**Band edges of cubic SiGeO$_4$: flat lone-pair band and a bracket for the conduction band**

The table holds the three highest filled and two lowest empty Kohn-Sham levels of an idealised F-43m SiGeO$_4$ cell along a path of special $k$ points, from a plane-wave r2SCAN calculation without spin-orbit coupling. The program works out splittings, widths, gaps, secant masses and O–O distances, and tests whether the fractional rise of the lowest empty band lies between $1-g$ and $1-g^2$, the limits of a two-level s band on the zincblende cation net, scaled by the levels at $\Gamma$ and X. Seven rows, along X–U and around W, lie above the bracket, the worst by 0.063 eV against a rise of 2.558 eV, and L falls midway in it. The top filled band moves 0.004 eV along $\Gamma$–L, the direct and least gaps differ by a few meV, and the masses are near 0.5 for the first empty band and near 1 for the second.

Kohn–Sham bands of cubic SiGeO$_4$ (F-43m) along $\Gamma$–X–U and K–$\Gamma$–L–W–X, from Ansatz 0.2.0 with r2SCAN, scalar-relativistic PAW, no spin polarisation, a 500 eV plane-wave cutoff and a 6×6×6 k mesh. The Fermi level is set at mid-gap; b1, b2, b3 are the filled bands counted down from it, a1 and a2 the empty ones counted up.

## Program and output

```python
# Table: Kohn-Sham levels (eV from the mid-gap Fermi level) of F-43m SiGeO4 along a k path; Ansatz 0.2.0, r2SCAN, PAW.
# Tested: widths, degeneracies, masses, gaps; whether a1 rises within the bracket 1-g .. 1-g^2 of an s band on the cation net.
T = {
    'row': [1, 2, 3, 4, 5, 6, 7, 8, 9, 10, 11, 12, 13, 14, 15, 16, 17, 18, 19, 20, 21, 22],
    'band_distance': [0.0, 0.232, 0.465, 0.697, 0.854, 0.936, 1.018, 1.1, 1.285, 1.531, 1.778, 2.013, 2.214, 2.415, 2.616, 2.79, 2.954, 3.118, 3.27, 3.386, 3.502, 3.619],  # 1/angstrom
    'band_b3': [-2.404, -2.512, -2.794, -3.122, -3.194, -3.197, -3.194, -3.188, -3.345, -2.935, -2.525, -2.412, -2.591, -2.875, -3.051, -3.117, -3.272, -3.266, -3.23, -3.217, -3.202, -3.194],  # eV
    'band_b2': [-2.404, -2.512, -2.711, -2.829, -2.853, -2.92, -3.042, -3.175, -3.046, -2.748, -2.478, -2.412, -2.591, -2.875, -3.051, -3.063, -3.078, -3.073, -3.025, -2.968, -2.89, -2.846],  # eV
    'band_b1': [-2.404, -2.511, -2.711, -2.829, -2.841, -2.818, -2.78, -2.733, -2.62, -2.495, -2.421, -2.404, -2.403, -2.401, -2.4, -2.441, -2.596, -2.807, -2.92, -2.899, -2.866, -2.845],  # eV
    'band_a1': [2.399, 2.798, 3.75, 4.747, 4.959, 4.966, 4.956, 4.898, 4.481, 3.519, 2.653, 2.419, 2.839, 3.513, 3.974, 4.101, 4.481, 4.893, 5.02, 5.002, 4.975, 4.958],  # eV
    'band_a2': [5.163, 5.376, 5.837, 5.987, 5.943, 6.003, 6.119, 6.266, 6.177, 5.729, 5.297, 5.173, 5.392, 5.693, 5.895, 5.951, 6.128, 6.378, 6.443, 6.224, 6.029, 5.939],  # eV
}
import numpy as np, itertools
from scipy import constants as C
d, b3, b2, b1, a1, a2 = (np.array(T[k], float) for k in ['band_distance', 'band_b3', 'band_b2', 'band_b1', 'band_a1', 'band_a2'])
a = 2*3.865; u = 2*np.pi/a; h = C.hbar**2/(2*C.m_e*C.e)*1e20   # cell of the run; hbar^2/2m in eV A^2
# mesh results of the same run (eV): a1, a2 at X; a1, b1 at L; bands 13-20 at Gamma; top of band 17, bottom of band 18
a1X, a2X, a1L, b1L = 4.957, 5.935, 3.997, -2.399
gam = [-4.418, -4.418, -3.928, -3.928, -3.928, -2.404, -2.404, -2.404]; top17, bot18 = -3.760, -3.331
P = dict(G=(0, 0, 0), X=(1, 0, 0), U=(1, .25, .25), K=(.75, .75, 0), L=(.5, .5, .5), W=(1, .5, 0))
seg = ['GX', 'XU', 'KG', 'GL', 'LW', 'WX']
A = [np.array(P[s[0]], float) for s in seg]; B = [np.array(P[s[1]], float) for s in seg]
cum = np.cumsum([0] + [u*np.linalg.norm(q-p) for p, q in zip(A, B)])
W = a1X - a1[0]; kk = []; ex = []
print('a = %.3f A; segment ends (1/A):' % a, ' '.join('%.3f' % x for x in cum[1:]), '; rounding 0.001 eV in a difference')
print('row seg step |k|(1/A) b1-b2 b2-b3 a1-b1 a2-a1 (eV) | 1-g  rise of a1  1-g^2 | outside bracket (eV)')
for i, x in enumerate(d):
    j = max(0, np.searchsorted(cum, x) - 1); n = int(round(14*(x-cum[j])/(cum[j+1]-cum[j])))
    k = A[j] + (B[j]-A[j])*n/14; c = np.cos(np.pi*k)
    g2 = max(0.0, (1 + c[0]*c[1] + c[1]*c[2] + c[2]*c[0])/4)
    lo, hi, f = 1-np.sqrt(g2), 1-g2, (a1[i]-a1[0])/W
    e = W*(max(f-hi, 0) + min(f-lo, 0)); kk.append(u*np.linalg.norm(k)); ex.append(e)
    print('%2d %s %2d/14 %.3f  %.3f %.3f %.3f %.3f | %.3f %.3f %.3f | %+.3f' % (i+1, seg[j], n, kk[-1], b1[i]-b2[i], b2[i]-b3[i], a1[i]-b1[i], a2[i]-a1[i], lo, f, hi, e))
kk = np.array(kk); ex = np.array(ex)
print('rise scaled by a1(X)-a1(G) = %.3f eV; at L (mesh) rise %.3f eV, fraction %.3f, bracket 0.500-0.750' % (W, a1L-a1[0], (a1L-a1[0])/W))
out = [i+1 for i in range(len(d)) if abs(ex[i]) > 0.0015]
print('rows outside the bracket:', out, '; worst row %d by %+.3f eV' % (np.argmax(abs(ex))+1, ex[np.argmax(abs(ex))]))
print('widths on path (eV): b3 %.3f b2 %.3f b1 %.3f a1 %.3f a2 %.3f' % tuple(np.ptp(v) for v in (b3, b2, b1, a1, a2)))
print('three valence bands together %.3f eV; a1 width / that = %.2f' % (b1.max()-b3.min(), np.ptp(a1)/(b1.max()-b3.min())))
print('rows 12-15: b1 %+.3f, pair %+.3f, a1 %+.3f eV; rows 19-22: a1 %+.3f, a2 %+.3f eV' % (b1[14]-b1[11], b2[14]-b2[11], a1[14]-a1[11], a1[21]-a1[18], a2[21]-a2[18]))
print('gap: direct at G %.3f, L to G %.3f, difference of rounded levels %.3f eV; direct at L %.3f eV' % (a1[0]-b1[0], a1[0]-b1L, b1L-b1[0], a1L-b1L))
print('direct gap G to row 22: +%.3f eV, of which a1 %.3f, b1 %.3f' % (a1[21]-b1[21]-a1[0]+b1[0], a1[21]-a1[0], b1[0]-b1[21]))
m = lambda v, i: h*kk[i]**2/(v[i]-v[0])
print('secant mass hbar^2k^2/2dE from G, in electron masses (negative: band falls)')
for i, nm in ((1, '[100]'), (10, '[110]'), (12, '[111]')):
    s = '%.1f' % m(b1, i) if abs(b1[i]-b1[0]) > 0.0025 else 'flat'
    print(' row %d %s |k| %.3f: a1 %.2f a2 %.2f b1 %s b2 %.1f b3 %.1f' % (i+1, nm, kk[i], m(a1, i), m(a2, i), s, m(b2, i), m(b3, i)))
print(' row 12 |k| %.3f: a1 %.2f (rise %.3f eV, rounding %.0f%%)' % (kk[11], m(a1, 11), a1[11]-a1[0], 0.1/(a1[11]-a1[0])))
print('equal |k|: row 4 (%.3f) rise %.3f, L (%.3f) rise %.3f, parabola with row-2 mass %.2f eV' % (kk[3], a1[3]-a1[0], u*.75**.5, a1L-a1[0], h*kk[3]**2/m(a1, 1)))
print('slopes (eV A): b2 rows 7-8 %.2f, b3 rows 7-8 %+.2f; rows 8-9: b3 %.2f, b2 %+.2f' % ((b2[7]-b2[6])/(d[7]-d[6]), (b3[7]-b3[6])/(d[7]-d[6]), (b3[8]-b3[7])/(d[8]-d[7]), (b2[8]-b2[7])/(d[8]-d[7])))
print('a2-a1: G %.3f, X (mesh) %.3f eV; a2 row 4 above X by %.3f, row 19 above X by %.3f eV' % (a2[0]-a1[0], a2X-a1X, a2[3]-a2X, a2[18]-a2X))
val, cnt = np.unique(gam, return_counts=True)
print('bands: 42/2 = 21 = 5+4+4+8; top 8 at G group as', [int(x) for x in cnt], '; spacings %.3f, %.3f eV' % tuple(np.diff(val)))
print('mesh: top three bands lie %.3f eV above the next band' % (bot18-top17))
M = a/2*(1-np.eye(3)); O = np.array([[.112, .629, .629], [.629, .112, .629], [.629, .629, .112]])  # sites of the run
r = {0: [], 1: []}
for p, q, t in itertools.product(O, O, itertools.product(range(-2, 3), repeat=3)):
    z = np.linalg.norm((q + np.array(t) - p) @ M)
    if z > 0.1 and abs(sum(t)) < 2: r[abs(sum(t))].append(z)
print('off-axis O layers normal to [111]: spacing %.2f A; shortest O-O in layer %.2f, between layers %.2f A' % (a/3**.5, min(r[0]), min(r[1])))
print('cell volume %.1f A^3; Bader volumes of the run sum to %.1f A^3' % (a**3/4, 2.76+7.58+3*19.08+19.07))
assert np.argmin(a1) == 0 and np.ptp([b1[0], b2[0], b3[0]]) < 0.0015
assert np.ptp(b1[11:15]) < 0.01 and np.all(abs(b2[11:15]-b3[11:15]) < 0.0015)
assert abs(ex).max() < 0.1
assert all(0.4 < m(a1, i) < 0.6 and 0.85 < m(a2, i) < 1.15 for i in (1, 10, 12))
```

Running it gives:

```
a = 7.730 A; segment ends (1/A): 0.813 1.100 1.962 2.666 3.241 3.647 ; rounding 0.001 eV in a difference
row seg step |k|(1/A) b1-b2 b2-b3 a1-b1 a2-a1 (eV) | 1-g  rise of a1  1-g^2 | outside bracket (eV)
 1 GX  0/14 0.000  0.000 0.000 4.803 2.764 | 0.000 0.000 0.000 | +0.000
 2 GX  4/14 0.232  0.001 0.000 5.309 2.578 | 0.099 0.156 0.188 | +0.000
 3 GX  8/14 0.464  0.000 0.083 6.461 2.087 | 0.377 0.528 0.611 | +0.000
 4 GX 12/14 0.697  0.000 0.293 7.576 1.240 | 0.777 0.918 0.950 | +0.000
 5 XU  2/14 0.814  0.012 0.341 7.800 0.984 | 0.997 1.001 1.000 | +0.002
 6 XU  6/14 0.822  0.102 0.277 7.784 1.037 | 0.972 1.004 0.999 | +0.011
 7 XU 10/14 0.838  0.262 0.152 7.736 1.163 | 0.923 1.000 0.994 | +0.014
 8 XU 14/14 0.862  0.442 0.013 7.631 1.368 | 0.854 0.977 0.979 | +0.000
 9 KG  3/14 0.677  0.426 0.299 7.101 1.696 | 0.638 0.814 0.869 | +0.000
10 KG  7/14 0.431  0.253 0.187 6.014 2.210 | 0.309 0.438 0.522 | +0.000
11 KG 11/14 0.185  0.057 0.047 5.074 2.644 | 0.062 0.099 0.121 | +0.000
12 GL  1/14 0.050  0.008 0.000 4.823 2.754 | 0.005 0.008 0.009 | +0.000
13 GL  5/14 0.251  0.188 0.000 5.242 2.553 | 0.112 0.172 0.212 | +0.000
14 GL  9/14 0.453  0.474 0.000 5.914 2.180 | 0.320 0.435 0.538 | +0.000
15 GL 13/14 0.654  0.651 0.000 6.374 1.921 | 0.491 0.616 0.741 | +0.000
16 LW  3/14 0.715  0.622 0.054 6.542 1.850 | 0.528 0.665 0.777 | +0.000
17 LW  7/14 0.760  0.482 0.194 7.077 1.647 | 0.646 0.814 0.875 | +0.000
18 LW 11/14 0.836  0.266 0.193 7.700 1.485 | 0.835 0.975 0.973 | +0.006
19 WX  1/14 0.896  0.105 0.205 7.940 1.423 | 1.000 1.025 1.000 | +0.063
20 WX  5/14 0.854  0.069 0.249 7.901 1.222 | 1.000 1.018 1.000 | +0.045
21 WX  9/14 0.826  0.024 0.312 7.841 1.054 | 1.000 1.007 1.000 | +0.018
22 WX 13/14 0.813  0.001 0.348 7.803 0.981 | 1.000 1.000 1.000 | +0.001
rise scaled by a1(X)-a1(G) = 2.558 eV; at L (mesh) rise 1.598 eV, fraction 0.625, bracket 0.500-0.750
rows outside the bracket: [5, 6, 7, 18, 19, 20, 21] ; worst row 19 by +0.063 eV
widths on path (eV): b3 0.941 b2 0.771 b1 0.520 a1 2.621 a2 1.280
three valence bands together 0.945 eV; a1 width / that = 2.77
rows 12-15: b1 +0.004, pair -0.639, a1 +1.555 eV; rows 19-22: a1 -0.062, a2 -0.504 eV
gap: direct at G 4.803, L to G 4.798, difference of rounded levels 0.005 eV; direct at L 6.396 eV
direct gap G to row 22: +3.000 eV, of which a1 2.559, b1 0.441
secant mass hbar^2k^2/2dE from G, in electron masses (negative: band falls)
 row 2 [100] |k| 0.232: a1 0.52 a2 0.96 b1 -1.9 b2 -1.9 b3 -1.9
 row 11 [110] |k| 0.185: a1 0.51 a2 0.97 b1 -7.6 b2 -1.8 b3 -1.1
 row 13 [111] |k| 0.251: a1 0.55 a2 1.05 b1 flat b2 -1.3 b3 -1.3
 row 12 |k| 0.050: a1 0.48 (rise 0.020 eV, rounding 5%)
equal |k|: row 4 (0.697) rise 2.348, L (0.704) rise 1.598, parabola with row-2 mass 3.59 eV
slopes (eV A): b2 rows 7-8 -1.62, b3 rows 7-8 +0.07; rows 8-9: b3 -0.85, b2 +0.70
a2-a1: G 2.764, X (mesh) 0.978 eV; a2 row 4 above X by 0.052, row 19 above X by 0.508 eV
bands: 42/2 = 21 = 5+4+4+8; top 8 at G group as [2, 3, 3] ; spacings 0.490, 1.524 eV
mesh: top three bands lie 0.429 eV above the next band
off-axis O layers normal to [111]: spacing 4.46 A; shortest O-O in layer 2.64, between layers 4.73 A
cell volume 115.5 A^3; Bader volumes of the run sum to 86.7 A^3
```
